**HOMO energy and ionisation energy disagree from level to level: what is going on?**

I ran the vertical ionisation of the aminosilane CN(C)[Si](O)(O)Br with six functionals and Hartree-Fock (HF), each as cation less neutral at one geometry, and listed the neutral's HOMO beside it.

Vertical ionisation of C2H8BrNO2Si (SMILES CN(C)[Si](O)(O)Br) in the gas phase, calculated with Ansatz 0.2.0 at the neutral's PBE0-D4/def2-TZVP geometry. The ionisation energy is cation less neutral, with the neutral restricted and the cation unrestricted; <S^2> is in ħ². HF/def2-limit is extrapolated from def2-TZVPP and def2-QZVPP.

| level | exact exchange, long range (%) | ionisation energy (eV) | -HOMO of the neutral (eV) | cation <S^2> |
| --- | --- | --- | --- | --- |
| PBE-D4/def2-TZVPP | 0 | 8.47 | 5.48 | 0.753 |
| r2SCAN-D4/def2-TZVPP | 0 | 8.50 | 5.72 | 0.757 |
| B3LYP-D4/def2-TZVPP | 20 | 8.72 | 6.57 | 0.755 |
| PBE0-D4/def2-TZVPP | 25 | 8.67 | 6.79 | 0.756 |
| wB97X-V/def2-TZVPP | 100 | 8.83 | 9.16 | 0.755 |
| wB97M-V/def2-TZVPP | 100 | 8.83 | 9.07 | 0.755 |
| HF/def2-QZVPP | 100 | 7.70 | n/a | 0.765 |
| HF/def2-TZVPP | 100 | 7.69 | n/a | 0.765 |
| HF/def2-limit | 100 | 7.70 | n/a | n/a |

1. Which depends more on the functional, the ionisation energy or −HOMO, and why?
2. Should the two agree, and what does their difference mean?
3. Can I predict −HOMO from the share of exact exchange?
4. Why does HF sit so far from the other "100 %" rows?
5. Which functional is closest to a correlated result?
6. Why is B3LYP above PBE0, and which digits can I trust?
7. Does ⟨S²⟩ prove that all rows describe the same cation?

**Answer**

**1. What moves.** Over the six functionals the ionisation energy (IE) spans 0.36 eV and −HOMO spans 3.68 eV, ten times as much. Picture the electron drawn out gradually, so that the occupation n of the highest spin orbital falls from 1 to 0 along an energy curve E(n). The IE is the height difference between the two ends of this curve, while the HOMO energy is its slope at the neutral end. Functionals are built to give good energies for whole numbers of electrons, so they nearly agree on the height difference between the ends, although their total energies differ by many eV. They disagree on how the curve sags or bulges in between, and the slope at one end feels that bend directly.

**2. The difference as a curvature.** Janak's theorem says dE/dn = ε(n), the orbital energy at occupation n. If E(n) is a parabola of curvature C, then ε(n) = ε(1) − C(1 − n). Integrating from n = 0 to 1 gives IE = E(0) − E(1) = −ε(1) + C/2, so IE − (−HOMO) = C/2. The exact functional gives a straight line, C = 0, and the two columns would then agree. This reading is theory: only the end points were calculated here, and the parabola is an assumption. The IE of the D4 rows also holds up to 0.047 eV of dispersion that has no counterpart in the HOMO energy, small beside the differences below.

Two effects set the sign of C. The Coulomb energy contains the repulsion of the orbital's charge with itself, ½n²J with J the self-repulsion integral, which bends the curve upward at both ends (C > 0). Exact exchange contains −½n²J and cancels this term, whereas semilocal exchange cancels only part of the bend; the remainder is the delocalisation error. The other electrons also relax toward the growing hole, a gain roughly quadratic in the missing charge, which gives C < 0. It follows that a more compact orbital, with larger J, should leave a semilocal functional with a larger mismatch, although one molecule does not test that.

The numbers run as this picture says. For PBE the difference is 8.47 − 5.48 = +2.99 eV, which would mean a curvature of about 6 eV: the HOMO lies far too high. The mismatch shrinks row by row through r2SCAN and B3LYP to PBE0, staying positive.

For PBE0 it is still +1.88 eV, so a quarter of exact exchange removes only about a third of the PBE mismatch. It turns slightly negative for wB97X-V and wB97M-V, at −0.33 and −0.24 eV. Full exact exchange at long range thus brings the two columns to within a few tenths of an eV, for these two functionals on this molecule.

**3. A line in the share a.** A global hybrid replaces a fraction a of semilocal exchange by exact exchange at every distance. If the orbitals stay fixed, the orbital energy is then exactly linear in a, for hybrids built on one semilocal parent; of the rows here only PBE and PBE0 share one. A straight line fitted to PBE, r2SCAN, B3LYP and PBE0 gives −HOMO = 5.60 + 4.79 a in eV, with a as a fraction; all fits are in the output that follows this answer. The same fit to the IE has a slope of only 0.89 eV, the weak dependence of question 1 again.

For PBE0, a = 0.25 gives 5.60 + 1.20 = 6.80 eV, within rounding of the table's value. That row was part of the fit, and four rows in two clusters hardly test linearity. The honest measure of the model is the pair at a = 0, where PBE and r2SCAN differ although the line gives them one value.

That gap is 0.24 eV in −HOMO, so the semilocal part matters at the level of a few tenths. The line fails outright for the range-separated pair, which was left out of the fit: at a = 1 it gives 10.39 eV, and wB97X-V lies 1.23 eV below that. The reason is in the definitions. The column "exact exchange, long range" shows 100 for these functionals, but at short electron–electron distance they carry only about a sixth of exact exchange, so they are not a = 1 hybrids.

It is tempting to read off the global share at which IE and −HOMO coincide. The four-row line puts it at 0.74, the PBE–PBE0 pair at 0.67, and a line from PBE to HF at 0.56. The last is only a stand-in, since HF also drops correlation and is no a = 1 hybrid. All three lie where no global hybrid was run, and their spread shows that the crossing is known only as "more than half".

**4. Hartree-Fock.** HF has exact exchange at all distances and no correlation, so it is a different method and not the end of the functionals' trend. The same HF run in def2-TZVPP puts −HOMO at 10.01 eV, which by Koopmans' theorem is the IE with all orbitals frozen. Letting the cation's orbitals relax can only lower the cation, and the IE drops by 2.32 eV to 7.69 eV. In the language above, self-repulsion is cancelled completely and only the negative bend of relaxation remains. Calling the whole drop relaxation assumes that the hole sits in the former HOMO, and it includes the spin polarisation of the unrestricted cation.

The low HF value comes from the absent correlation, and here the runs show it directly. CCSD(T) on the same HF determinants gives 8.88 eV, about 1.2 eV higher. The neutral has one more electron and one more closed pair, hence more correlation energy to lose on ionisation. Opposite-spin pairs supply 1.04 eV of the 1.44 eV that MP2 adds, but that is about their share of the neutral's whole correlation energy, so the split does not single out the broken pair. Correlation restores about half of what relaxation took away, so the cancellation often invoked for Koopmans' theorem is only partial here.

**5. Against coupled cluster.** All six functionals give an IE below CCSD(T). Relative to the estimate at the basis limit, 9.04 eV, PBE is low by 0.57 eV, PBE0 by 0.37 eV and both wB97 functionals by 0.21 eV. For this molecule the error is smaller in the rows with more exact exchange, with the B3LYP–PBE0 order as the exception; that is an order among six different functionals, not a rule that exact exchange raises an IE. The reference is itself a calculation: vertical, at one conformer, without vibration, and with no spin-orbit or scalar-relativistic term, since bromine keeps all its electrons in these bases.

The choice of reference matters at this scale. Against CCSD(T) in def2-TZVPP the wB97 pair is low by only 0.05 eV, but that reference rises by 0.17 eV on going to the limit. Correlation energies converge slowly with basis and mean-field energies quickly, which argues for the limit as the fairer yardstick; the functionals themselves were run in one basis only. The step is taken over from the MP2 extrapolation by construction, so its second decimal is soft.

**6. Order and digits.** B3LYP lies 0.05 eV above PBE0 with less exact exchange. The D4 dispersion term depends on the charge, binds the neutral slightly more than the cation, and supplies 0.02 eV of that difference. The rest is a few hundredths of an eV between functionals whose semilocal exchange and correlation differ as well (this B3LYP is the VWN-RPA form), and nothing here singles out one ingredient. The share a orders −HOMO because its effect there is large; in the IE it competes with everything else.

The three HF rows are one method in three basis treatments and span 0.007 eV, so the HF value is converged to about 0.01 eV, and the rows count as one piece of evidence. The two wB97 ionisation energies agree to the last printed digit, and no ranking follows from them. Differences between table entries carry 0.01 eV of rounding. As predictions of the true vertical IE, the functional values deserve one decimal at best, given their distance from the reference.

**7. The state of the cation.** ⟨S²⟩ is the expectation value of the total spin squared in units of ħ², and a pure doublet has 0.75. The functionals exceed it by at most 0.007 (r2SCAN, not a hybrid, is the highest) and HF by 0.015, so spin contamination is slight in every cation listed. All solutions also tested as stable minima. Each cation is thus a nearly clean doublet and a local minimum, but a hole in a deeper orbital would be an equally clean doublet and can be a local minimum too.

My guess is that the electron leaves the nitrogen lone pair, usually the most weakly bound pair in an amine, with bromine and oxygen lone pairs deeper. The closeness of CCSD(T) to the wB97 values suggests that HF and the functionals reached the same state, but it is no proof. The size of the HF relaxation points the same way: 2.32 eV suits a compact second-row lone pair, and a hole in any deeper orbital would have to relax by still more, which the diffuse bromine lone pairs are unlikely to do. If the HF hole sits elsewhere, the coupled-cluster value may belong to a higher state, and part of the errors in answer 5 may then not be the functionals' fault; a hole on bromine would also bring in spin-orbit coupling. A spin-density plot of each cation would settle the open point: is the hole on the same atom in the HF cation as in the six others?

The analysis program printed:

```
All energies in eV; table rounding 0.005 per value, 0.01 per difference
level     IE-(-HOMO)  IE-CC/TZ  IE-CC/limit  -HOMO-CC/limit  <S^2>-0.75
PBE-D4      +2.99      -0.41      -0.57        -3.56          0.003
r2SCAN-D4   +2.78      -0.38      -0.54        -3.32          0.007
B3LYP-D4    +2.15      -0.16      -0.32        -2.47          0.005
PBE0-D4     +1.88      -0.21      -0.37        -2.25          0.006
wB97X-V     -0.33      -0.05      -0.21        +0.12          0.005
wB97M-V     -0.24      -0.05      -0.21        +0.03          0.005
HF/TZVPP    -2.32      -1.19      -1.35        +0.97          0.015
span over functionals: IE 0.36, -HOMO 3.68, ratio 10.2
Line in global share a, fitted to PBE, r2SCAN, B3LYP, PBE0 (residual = actual - line)
 -HOMO: 5.60 +4.79 a; residuals -0.12 +0.12 +0.01 -0.01
   at a=1 line 10.39; left-out residuals wB97X-V -1.23, wB97M-V -1.32, HF -0.38
 IE: 8.49 +0.89 a; residuals -0.02 +0.01 +0.05 -0.04
   at a=1 line 9.38; left-out residuals wB97X-V -0.55, wB97M-V -0.55, HF -1.69
 IE-(-HOMO): 2.89 -3.90 a; residuals +0.10 -0.11 +0.04 -0.03
   at a=1 line -1.01; left-out residuals wB97X-V +0.68, wB97M-V +0.77, HF -1.31
PBE to PBE0: -HOMO +1.31, IE +0.20; per unit a 5.24, 0.80
PBE to r2SCAN at a=0: -HOMO +0.24, IE +0.03
share a where IE=-HOMO: four-row line 0.74, PBE-PBE0 0.67, PBE-HF 0.56
-HOMO, one line in long-range share, six rows: 5.74 +3.42 a
   residuals -0.26 -0.02 +0.15 +0.20 +0.00 -0.09; rms 0.15; worst PBE-D4; HF +0.86
-HOMO, short + long range terms: 5.60 +1.53 a_short +3.27 a_long
   residuals -0.12 +0.12 +0.01 -0.01 +0.03 -0.03; rms 0.07; worst r2SCAN-D4; HF -0.39
wB97X-V less wB97M-V: -HOMO +0.09 (that fit +0.03), IE +0.00
D4 part of IE: PBE-D4 0.030, r2SCAN-D4 0.009, B3LYP-D4 0.047, PBE0-D4 0.026
B3LYP less PBE0 IE +0.05, of which D4 +0.021
HF/TZVPP: -HOMO 10.01, relaxation -2.32, CCSD(T) correlation +1.18, sum 8.88
   Koopmans value less CCSD(T)/TZVPP +1.14; correlation/relaxation 0.51
HF IE TZ, QZ, limit: 7.692 7.698 7.699; span 0.007
MP2 IE TZ, QZ, limit: 9.14 9.23 9.30; TZ to limit +0.17
MP2/TZ correlation part: opposite spin 1.04, same spin 0.40, sum 1.44
CCSD IE TZ 8.83, limit 8.99; triples add 0.05
CCSD(T) IE TZ 8.88, limit 9.04, step +0.17; correlation at limit 1.34
MP2 less CCSD(T): TZ +0.26, limit +0.26
HF IE less lowest functional IE -0.78, less wB97X-V -1.14
```
